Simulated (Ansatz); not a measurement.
# Cu: energy above lowest point against volume scale

All results are calculated (Ansatz 0.2.0). Free energy against uniform scaling of the volume at fixed shape and fractions; periodic cell, basis, potentials, k mesh and filling as listed.

The cell before it is scaled or strained (space group I4/mmm, No. 139):
```
cell vectors (Å)
  -1.4476     1.4476     1.3807
   1.4476    -1.4476     1.3807
   1.4476     1.4476    -1.3807
atoms (fractions of the cell vectors)
Cu  0.00000  0.00000  0.00000
```

Settings of every row: functional PBEsol; dispersion none; potentials PAW; wave cutoff 510 eV; density cutoff 2040 eV; k mesh 14x14x14; k shift 0x0x0; occupations cold; smearing width 0.1 eV; spin none.

Limits: coarse k mesh, up to 40 meV an atom off; the cell comes from a prototype or a list of computed structures and needn't be the stable phase.

```csv
row,volume scale,V (Å³/atom),energy above lowest point (meV/atom)
1,0.9406,10.886,10.1
2,0.9703,11.23,0
3,1,11.573,1.4
4,1.0297,11.917,?
5,1.0594,12.261,31.6
```

Question: what energy above lowest point should row 4 give?

Worked fit of energy above lowest point. Take u = (V_r/V)^(2/3) − 1 with V_r = 11.402 Å³ an atom, which is twice the finite (Eulerian) strain; such expansions in the strain, on which the Birch-Murnaghan equation of state is built, carry the rest volume and the bulk modulus. The shown rows have u = 0.03136, 0.01018, -0.00987, -0.04727. Least squares give energy above lowest point = −0.59 − 67.3 × u + 12986 × u² meV/atom; a straight line predicts inner rows, each left out in turn, worse (root mean square 13 against 0.15 meV/atom). The rows lie off it by 0.0, -0.1, 0.1, 0.0. Its lowest point lies at u = 0.0026, or V = 11.36 Å³ an atom, and the curvature there gives the bulk modulus at fixed shape and fractions, B = (4/9)(1 + u)² E″(u)/V = 164 GPa. Letting shape and atoms relax would as a rule lower it, by much in layered, chain or molecular crystals. The withheld row has u = -0.02902, so the fit gives −0.59 − 67.3 × (-0.02902) + 12986 × (-0.02902)² = 12.3 meV/atom.

The calculation gave 12.5 meV/atom. The fit lies 0.2 meV/atom (1.6 % of the value, 0.63 % of the column's range) below it; its largest miss of a shown row is 0.1 meV/atom.
